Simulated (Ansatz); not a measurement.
# Formation energy and convex hull of six Ti-Al compounds with PBEsol and r2SCAN

A turbine blade of TiAl can be protected from oxidation by an aluminium-rich coating. In service aluminium diffuses inwards, and layers of other titanium aluminides may grow between coating and blade. Which layers can last depends on which compounds are stable against splitting into their neighbours in composition.

The problem is to find how the formation energy changes with the fraction of Al, where it is deepest, and which phases lie on the convex hull. Six compounds from Ti3Al to TiAl3 are calculated. Energies are in eV per atom at 0 K, measured from elemental Ti and Al, and a negative value means that the compound is bound relative to them. PBEsol values are used unless r2SCAN is named.

## How the numbers were made

Ansatz 0.2.0, plane waves with its own PAW datasets (the set named soft_1), cutoff 420 eV (500 eV for r2SCAN), Γ-centred k-meshes, Fermi-Dirac occupations 0.05 eV wide with energies taken to zero width; scalar-relativistic without spin-orbit coupling, Hubbard U or dispersion. Each crystal starts from a diffraction structure or the Materials Project database, and cell and atoms are relaxed with each functional (PBEsol and r2SCAN); rows keep their space group. Formation energies are static (0 K, without zero-point or thermal vibrational energy) and count against the elements' standard phases relaxed alike, in their usual crystal forms. All runs are unpolarised. All compounds and hosts of the table start from cells of the Materials Project database or from prototypes, among which some may be hypothetical.

Notes on method and selection:

- Each row is the lowest PBEsol structure that the table draws on for its formula; phases that were not run do not enter the hull.
- Other structures and compounds of these systems exist that the table doesn't draw on.
- A fit is given only where it accounted for at least half of the variance; some tables of this family that showed no trend were not written.
- Compounds with open 4f shells, magnetic ionic compounds, odd d counts in ionic hosts and cells that changed their space group were left out.
- At most two measured values are given a compound; measured values for compounds of P or Hg (other reference states) and values of unclear phase or basis were left out.
- Runs that did not converge, have known faults or may not be shown are not listed, and runs on Ansatz's PAW sets soft_1 and soft_2 are kept to separate tables.

Columns:

- fraction of Al: atomic fraction of Al.
- volume (Å³): PBEsol volume an atom.
- PBEsol energy (eV/atom): PBEsol formation energy from the elements, an atom.
- r2SCAN energy (eV/atom): r2SCAN formation energy from the elements, an atom.
- above hull (eV/atom): PBEsol energy above the convex hull of the rows of this table and the two elements.

Input lines of one member:

```
basis:
  ecutwfc: 420
  xc_grid: 2
hamiltonian:
  xc: pbesol
  pseudopotentials: { kind: paw, azcp: { folder: soft_1 }, xc_functional: pbe }
kpoints:
  mp_grid: { grid: [14, 14, 14] }
scf:
  occupations: { method: fermi_dirac, width: 0.05 }
  max_iter: 150
relax:
  f_tol: 0.01
  max_steps: 60
```

Command (options for logging and memory left out): `ansatz run input.yaml`

## Data

| member | fraction of Al | volume (Å³) | PBEsol energy (eV/atom) | r2SCAN energy (eV/atom) | above hull (eV/atom) |
| --- | --- | --- | --- | --- | --- |
| Ti3Al (P6_3/mmc) | 0.250 | 16.13 | −0.284 | −0.306 | 0.0000 |
| TiAl (P4/mmm) | 0.500 | 15.78 | −0.408 | −0.449 | 0.0000 |
| Ti3Al5 (Pmmm) | 0.625 | 15.65 | −0.413 | −0.452 | 0.0146 |
| TiAl2 (I4_1/amd) | 0.667 | 15.55 | −0.435 | −0.472 | 0.0000 |
| Ti5Al11 (P4mm) | 0.688 | 15.53 | −0.412 | −0.448 | 0.0136 |
| TiAl3 (I4/mmm) | 0.750 | 15.56 | −0.400 | −0.431 | 0.0000 |

## Interpretation

The formation energy deepens from −0.284 in Ti3Al to −0.435 in TiAl2, then rises to −0.400 in TiAl3. TiAl2 is the deepest row with r2SCAN too, at −0.472.

Ti3Al, TiAl, TiAl2 and TiAl3 lie on the hull. The other two lie above it, as a balance of atoms shows. Eight atoms of Ti3Al5 can split into two atoms of TiAl and six of TiAl2, with a mean energy of (2 × (−0.408) + 6 × (−0.435)) / 8 = −0.428. Ti3Al5 itself has −0.413, so splitting releases 0.015 eV/atom. Ti5Al11 is unstable by a similar amount against TiAl2 and TiAl3. The r2SCAN energies give the same four stable phases.

A simple model of the curve follows from counting bonds.

1. The atoms sit on a close-packed lattice with Z = 12 nearest neighbours, and only nearest neighbours interact. Each atom then accounts for Z/2 pairs.

2. Sites are filled at random. With x the fraction of Al, a pair is unlike with probability 2x(1 − x), which gives Z x(1 − x) Ti-Al pairs per atom.

3. A Ti-Al pair is more strongly bound than the average of a Ti-Ti and an Al-Al pair. The likely source is the mixing of Ti 3d with Al 3s and 3p states. Like pairs cancel against the elements, so only this gain remains.

4. The gain per pair changes linearly with x, because the surroundings of a pair alter its bonding.

Together these give

E(x) = −x(1 − x)(a + b x),

where a + b x is Z times the gain per pair, with a and b in eV/atom. The factor x(1 − x) makes the energy vanish at both elements. A positive b moves the minimum towards Al, the side on which the table has it.

## Testing the model

The two constants are fixed on Ti3Al and TiAl2. Dividing each energy by x(1 − x), with the sign reversed, gives

Ti3Al: 0.284 / (0.250 × 0.750) = 1.515

TiAl2: 0.435 / (0.667 × (1 − 0.667)) = 1.959

so that

b = (1.959 − 1.515) / (0.667 − 0.250) = 1.065 eV/atom

a = 1.515 − 1.065 × 0.250 = 1.249 eV/atom.

The other four members follow, in eV/atom:

- TiAl: −0.500 × 0.500 × (1.249 + 1.065 × 0.500) = −0.445; table −0.408, a miss of 0.445 − 0.408 = 0.037.
- Ti3Al5: −0.625 × 0.375 × (1.249 + 1.065 × 0.625) = −0.449; table −0.413.
- Ti5Al11: −0.688 × (1 − 0.688) × (1.249 + 1.065 × 0.688) = −0.425; table −0.412.
- TiAl3: −0.750 × 0.250 × (1.249 + 1.065 × 0.750) = −0.384; table −0.400.

The mean miss is (0.037 + 0.036 + 0.013 + 0.016) / 4 = 0.026 eV/atom. A constant does better on these four rows: the mean of all six energies, −(0.284 + 0.408 + 0.413 + 0.435 + 0.412 + 0.400) / 6 = −0.392, misses them by (0.408 − 0.392 + 0.413 − 0.392 + 0.412 − 0.392 + 0.400 − 0.392) / 4 = 0.016 eV/atom, though it already draws on their values. The result also depends on the anchors. With TiAl3 in place of TiAl2, the mean miss on TiAl, Ti3Al5, TiAl2 and Ti5Al11 is (0.048 + 0.051 + 0.016 + 0.030) / 4 = 0.036 eV/atom.

The model takes the shallow energy of Ti3Al and the lean towards Al from its anchors, and it puts Ti3Al5 deepest instead of TiAl2. Stability turns on differences near 0.014 eV/atom, which are smaller than its mean miss. The hull must therefore be drawn from the calculated energies, and the formula is not a rule for estimating further compounds.

## Exceptions

The model makes TiAl too deep by 0.037 eV/atom, and here the linear gain per pair fails. A Ti atom has 4, 8, 10 and 12 Al nearest neighbours in Ti3Al, TiAl, TiAl2 and TiAl3. Multiplied by the fraction of Ti, this gives 3, 4, 10 / 3 = 3.33 and 3 Ti-Al contacts per atom of crystal. The energy gained per contact is therefore 0.284 / 3 = 0.095, 0.408 / 4 = 0.102, 0.435 / 3.33 = 0.131 and 0.400 / 3 = 0.133 eV. Most of the rise falls between TiAl and TiAl2, so a straight line overrates TiAl. These gains also absorb more distant neighbours and changes of stacking.

TiAl3 comes out too shallow by 0.016 eV/atom. The assumption of random filling can explain the direction of this miss, though not its size: order raises the number of contacts by a third in TiAl3, but only by a quarter in the anchor TiAl2.

Ti3Al5 and Ti5Al11 are made too deep by 0.036 and 0.013 eV/atom. A less favourable arrangement of Ti and Al in these two cells is a possible cause. Another, tetragonal ordering of Ti3Al5 is known and is not among the rows.

## Conclusions and limits

Between 25 and 75 % Al, both functionals put the minimum at TiAl2 and the same four phases on the hull. r2SCAN binds every compound more strongly, from 0.306 − 0.284 = 0.022 eV/atom in Ti3Al to 0.449 − 0.408 = 0.041 eV/atom in TiAl. The hull holds only among the phases listed: a long-period ordering of TiAl3, for example, is known to compete closely with the form used here.

No omitted effect is expected to exceed the full spread of the PBEsol energies, 0.435 − 0.284 = 0.151 eV/atom, but heat can outweigh the small distances to the hull. At 1000 K, complete disorder of Ti and Al would lower the free energy by up to kT ln 2 (reached at equal amounts), roughly 0.06 eV/atom, before the energy cost of disordering is paid. Partial disorder could therefore change which phases are stable in a hot coating.

[Logs are printed without paths, hosts, clocks, repeated set-up lines and the standing remarks that a program may print on its own settings, such as how far it seeks lower states.]
